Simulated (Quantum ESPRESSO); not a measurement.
# Iron moment and magnetic energy of FePt (CuAu-type, P4/mmm) against added charge, PBE without spin–orbit coupling

We calculate the spin moments of ferromagnetic FePt, and its energy relative to the state without spin polarisation, while up to 0.6 electrons per iron atom are removed or added. The neutral crystal is the reference. FePt is a material for magnetic recording and permanent magnets, and charging by a gate or by chemical substitution is a possible way of tuning it. A uniform background balances the charge here, so the results describe the response of the bulk to band filling, not that of a gated surface, where screening confines the charge to the outermost layers. The magnetic anisotropy, for which FePt is valued, needs spin–orbit coupling and is outside these energies.

## Calculations

One system, FePt (CuAu-type, P4/mmm), 2 atom(s) a primitive cell, from cells typed from measured lattice constants. Quantum ESPRESSO 7.5, plane waves with GBRV 1.5 PBE pseudopotentials, cutoff 544 eV, Fermi-Dirac smearing of 0.05 eV, k meshes whose coarsest spacing along a reciprocal vector is 0.16 1/Å over all runs (2π included). Functional: PBE, no Hubbard U; collinear spins, no spin-orbit coupling. Atoms stay at fixed fractions of the cell and the mesh divisions are held. At each point the moments on Fe are started parallel and without spin polarisation. Runs that did not converge or carry a known fault are not listed. The same in all rows: metal or insulator in the run from the parallel start, judged by its smearing entropy or density of states at the Fermi energy (a gap under a few smearing widths counts as a metal): metal.

Notes on method and selection:

- Each state is what a run reaches from typed starting moments; only a few collinear orders were started, so the lowest found need not be the ground state. Spin-orbit coupling is left out of these energies, which are free energies at the smearing width. A magnetic atom is one that was given a starting moment.
- Site moments count the spin inside each program's own atomic sphere, so they depend somewhat on its radius and leave out the spin between the spheres.
- Quantum ESPRESSO sets the radius of an element's spheres to about 0.41 of its shortest distance to a neighbour.
- A measured moment is set beside the table only where the run ends ferromagnetic and the measured order is ferromagnetic too.
- Runs that did not converge, have known faults or may not be shown are not listed, and runs on Ansatz's PAW sets soft_1 and soft_2 are kept to separate tables.

Columns:

- added charge (e per magnetic atom): electrons added per magnetic atom (negative: removed), balanced by a uniform background.
- net moment (μB): net spin moment of that run per magnetic atom.
- moment (μB): largest site spin moment reached from the parallel start.
- magnetic energy gain (meV): energy of the run without spin polarisation less that of the parallel start, per magnetic atom (positive: magnetism is favoured).

## Data

| member | added charge (e per magnetic atom) | net moment (μB) | moment (μB) | magnetic energy gain (meV) |
| --- | --- | --- | --- | --- |
| −0.6 e | −0.60 | 3.63 | 3.264 | 877.5 |
| −0.45 e | −0.45 | 3.56 | 3.197 | 857.3 |
| −0.3 e | −0.30 | 3.48 | 3.135 | 837.4 |
| −0.15 e | −0.15 | 3.40 | ? | ? |
| +0 e | 0.00 | 3.32 | 2.997 | 793.4 |
| +0.15 e | 0.15 | 3.27 | 2.942 | 764.6 |
| +0.3 e | 0.30 | 3.22 | 2.887 | 727.8 |
| +0.45 e | 0.45 | 3.17 | 2.832 | 683.5 |
| +0.6 e | 0.60 | 3.08 | 2.761 | 629.8 |

Cells marked ? are withheld until the estimate has been made.

Least-squares fits to the members shown, with x = added charge (e per magnetic atom); R² and errors in the fitted variable (y, or ln y where the fit is in ln y):

| y | members | fit | R² | rms residual | leave-one-out rms | the same for the mean of the others |
| --- | --- | --- | --- | --- | --- | --- |
| moment (μB) | 8 | y = 3.0046 − 0.41427 x + 0.030116 x² | 1.00 | 0.0048 | 0.0089 | 0.19 |
| magnetic energy gain (meV) | 8 | y = 794.0 − 198.7 x − 113.4 x² | 1.00 | 3.8 | 8.1 | 93 |

## Why the values move as they do

Added electrons weaken the magnetism by every measure shown. From −0.6 e to +0.6 e the net moment falls from 3.63 to 3.08 μB per iron atom, a mean slope of (3.08 − 3.63) / (0.60 + 0.60) = −0.46 μB per electron. The site moment on iron falls from 3.264 to 2.761 μB, so most of the change sits on iron. The net moment is the larger of the two chiefly because it includes a small moment on platinum, parallel to that of iron.

The sign follows from band filling. In FePt the majority d states of iron are nearly full, and the room left in the d shell is mainly of minority spin. If every added electron entered a minority state, the net moment would fall by 1 μB per electron. The observed slope means that a share of (1 + 0.46) / 2 = 0.73 goes to minority spin and the rest, 1 − 0.73 = 0.27, to majority spin. Broad s–p states and platinum states, which take both spins, are a likely home for the majority part; no densities of states are shown to confirm it.

The magnetic energy gain stays large and positive, but it bends more than the moment does. Its mean slope is (793.4 − 877.5) / 0.60 = −140 meV per electron on the side of removed charge and (629.8 − 793.4) / 0.60 = −273 meV per electron on the side of added charge. This slope is the Fermi level of the unpolarised state less that of the ferromagnetic one. The unpolarised state therefore takes up an extra electron more cheaply, and its advantage is larger on the side of added charge.

Scaling the neutral gain with the square of the net moment does not reproduce this. At +0.6 e it gives 793.4 × (3.08 / 3.32)² = 683 meV against 629.8 meV calculated. The gain depends on how the bands of both states fill, not on the size of the moment alone. Being measured from an unpolarised state, it is also no measure of the Curie temperature, which depends on the coupling between moments.

## A prediction

Plain estimates from the members shown:

- −0.15 e, fit at x = −0.15: 3.067 μB
- −0.15 e, straight-line interpolation between −0.3 e and +0 e: w = (−0.15 − (−0.30)) / (0.00 − (−0.30)) = 0.500, so 3.135 + 0.500 × (2.997 − 3.135) = 3.066 μB

The missing iron moment at −0.15 e lies midway between two calculated neighbours, and we take the straight line between them, 3.066 μB. The quadratic fit gives nearly the same value, but it has to follow the whole range and misses the neutral member by 3.005 − 2.997 = 0.008 μB, so the local line is preferred.

A shift from the line would be called for if the moment bent between −0.3 e and the neutral crystal. The net moment, which is known at −0.15 e, shows no such bend: the mean of its neighbours is (3.48 + 3.32) / 2 = 3.40 μB, equal to the tabulated 3.40 μB. We therefore apply no correction.

The same midpoint rule can be tried on the four shown members that have neighbours 0.15 e away on both sides. At −0.45 e it gives (3.264 + 3.135) / 2 = 3.1995 μB against 3.197 μB, a miss of 3.1995 − 3.197 = 0.0025 μB. At +0.15 e and +0.3 e it reproduces the tabulated values. At +0.45 e it gives (2.887 + 2.761) / 2 = 2.824 μB against 2.832 μB, a miss of −0.008 μB. The root mean square of the four misses is 0.004 μB, which we adopt as the standard deviation.

**Committed estimate, −0.15 e: moment = 3.066 ± 0.004 μB.**

## How the estimate fared

| member | added charge (e per magnetic atom) | net moment (μB) | moment (μB) | magnetic energy gain (meV) |
| --- | --- | --- | --- | --- |
| −0.15 e | −0.15 | 3.40 | 3.067 | 816.4 |

| member | estimate | moment (μB) | computed | estimate − computed | miss in error bars |
| --- | --- | --- | --- | --- | --- |
| −0.15 e | committed | 3.066 | 3.067 | −0.001 | 0.3 |
| −0.15 e | fit | 3.067 | 3.067 | 0.000 |  |
| −0.15 e | interpolation | 3.066 | 3.067 | −0.001 |  |

The estimate of 3.066 ± 0.004 μB lies 0.001 μB below the computed 3.067 μB, well inside its error bar. It was the straight-line interpolation itself, so it did exactly as well as that. The quadratic fit gave 3.067 μB, and a difference of one unit in the last digit does not rank the two routes.

The argument that held is the one from the net moment: it runs straight from −0.3 e to the neutral crystal, and the iron moment does the same. An interpolation over so short a step says little about band filling as the cause, since any smooth response would have passed.

The energy gain, now known as 816.4 meV, adds more. Its slope is (816.4 − 837.4) / 0.15 = −140 meV per electron before this member and (793.4 − 816.4) / 0.15 = −153 meV per electron after it. Between the neutral crystal and +0.15 e it is already (764.6 − 793.4) / 0.15 = −192 meV per electron, so the steepening sets in close to neutrality.

## Residuals

Least-squares fits to the whole series, with x = added charge (e per magnetic atom); R² and errors in the fitted variable (y, or ln y where the fit is in ln y):

| y | members | fit | R² | rms residual | leave-one-out rms | the same for the mean of the others |
| --- | --- | --- | --- | --- | --- | --- |
| moment (μB) | 9 | y = 3.0045 − 0.41422 x + 0.030495 x² | 1.00 | 0.0045 | 0.0080 | 0.18 |
| magnetic energy gain (meV) | 9 | y = 792.8 − 198.1 x − 109.5 x² | 1.00 | 3.8 | 7.9 | 88 |

Largest departures from the fit to the whole series:

| member | moment (μB) | fit | computed − fit | in rms residuals |
| --- | --- | --- | --- | --- |
| +0.45 e | 2.832 | 2.824 | +0.008 | 1.7 |
| +0 e | 2.997 | 3.005 | −0.008 | 1.7 |
| +0.6 e | 2.761 | 2.767 | −0.006 | 1.3 |
| +0.3 e | 2.887 | 2.883 | +0.004 | 0.9 |

No member stands far from the trend; the largest departures, +0.008 μB at +0.45 e and −0.008 μB at neutrality, are 1.7 rms residuals. They arise because the slope of the iron moment changes in steps that a parabola smooths over: (2.997 − 3.264) / 0.60 = −0.45 μB per electron up to neutrality, (2.832 − 2.997) / 0.45 = −0.37 from there to +0.45 e, and (2.761 − 2.832) / 0.15 = −0.47 in the last interval. The net moment follows the same pattern, which may reflect a changing division of the added electrons between the two spins, though an error of the k mesh would also appear in both moments.

## Closing remarks

Between −0.6 and +0.6 e per iron atom, at fixed cell, both moments and the magnetic energy gain fall with every step of added charge. The iron moment at a charge between two of these members can be interpolated from them, with a typical error that should not exceed about 0.004 μB; the largest miss in the trials of the midpoint rule, which spanned two steps of charge, was 0.008 μB.

For use, the two directions of charging need separate slopes, because the slope of the net moment changes at neutrality. On the side of added charge it is (3.27 − 3.32) / 0.15 = −0.33 μB per electron, so adding 0.1 electron per iron atom lowers the magnetisation by a fraction of 0.1 × 0.33 / 3.32 = 0.010. On the side of removed charge it is (3.32 − 3.40) / 0.15 = −0.53 μB per electron, and removing 0.1 electron raises the magnetisation by a fraction of 0.1 × 0.53 / 3.32 = 0.016. Either way, charging is a weak handle on it.

The omission that could outweigh the whole spread of the net moment, 3.63 − 3.08 = 0.55 μB, is antiparallel order between iron layers, which a cell with one iron atom cannot hold: it would cancel the net moment of about 3 μB. Spin–orbit coupling would add an orbital moment, which is expected to be small beside the spin moment.
